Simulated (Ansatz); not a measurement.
GdN: pressure against volume scale

Periodic Kohn-Sham DFT of a crystal at fixed atoms, scaled to volume_scale times the given cell; pressure positive in compression, energy less spherical unpolarised free atoms, largest_vzz the field gradient of largest size among the nuclei. The results are calculated, by Ansatz 0.2.0.

The cell before it is scaled or strained (space group Fm-3m, No. 225):
```
CELL_PARAMETERS angstrom
0.00000 2.49950 2.49950
2.49950 0.00000 2.49950
2.49950 2.49950 0.00000
ATOMIC_POSITIONS crystal
Gd 0.00000 0.00000 0.00000
N 0.50000 0.50000 0.50000
```

Settings of every row: method frozen-core PAW; functional PBE; relativity scalar; k mesh 11x11x11; filling fermi-dirac; smearing width 0.05 eV; wave cutoff 420 eV; paw set soft_2.

Atom:
| element | start moment (bohr magneton) |
| --- | --- |
| Gd | 7 |
| N | 0 |

Limits: no spin-orbit coupling on heavy atoms; open f shell, the state may not be the lowest; with one magnetic atom in the cell only parallel moments are possible.

| row | volume scale | V (Å³/atom) | pressure (GPa) |
| --- | --- | --- | --- |
| 1 | 0.95 | 14.835 | 6.767 |
| 2 | 0.975 | 15.225 | ? |
| 3 | 1 | 15.616 | -1.325 |
| 4 | 1.025 | 16.006 | -4.641 |
| 5 | 1.05 | 16.396 | -7.548 |

Cell moment is 7 bohr magneton in every row.

Question: what pressure should row 2 give?

Worked fit of pressure. Take u = (V_r/V)^(2/3) − 1 with V_r = 15.811 Å³ an atom, which is twice the finite (Eulerian) strain; such expansions in the strain, on which the Birch-Murnaghan equation of state is built, carry the rest volume and the bulk modulus. The shown rows have u = 0.04339, 0.00831, -0.00814, -0.02393. Least squares give pressure = −3.0383 + 201.764 × u + 557.96 × u² GPa; a straight line predicts inner rows, each left out in turn, worse (root mean square 0.39 against 0.0054 GPa). The rows lie off it by 0.000, -0.002, 0.003, -0.001. The withheld row has u = 0.0255, so the fit gives −3.0383 + 201.764 × (0.0255) + 557.96 × (0.0255)² = 2.469 GPa.

The calculation gave 2.456 GPa. The fit lies 0.013 GPa (0.091 % of the column's range) above it; its largest miss of a shown row is 0.003 GPa.
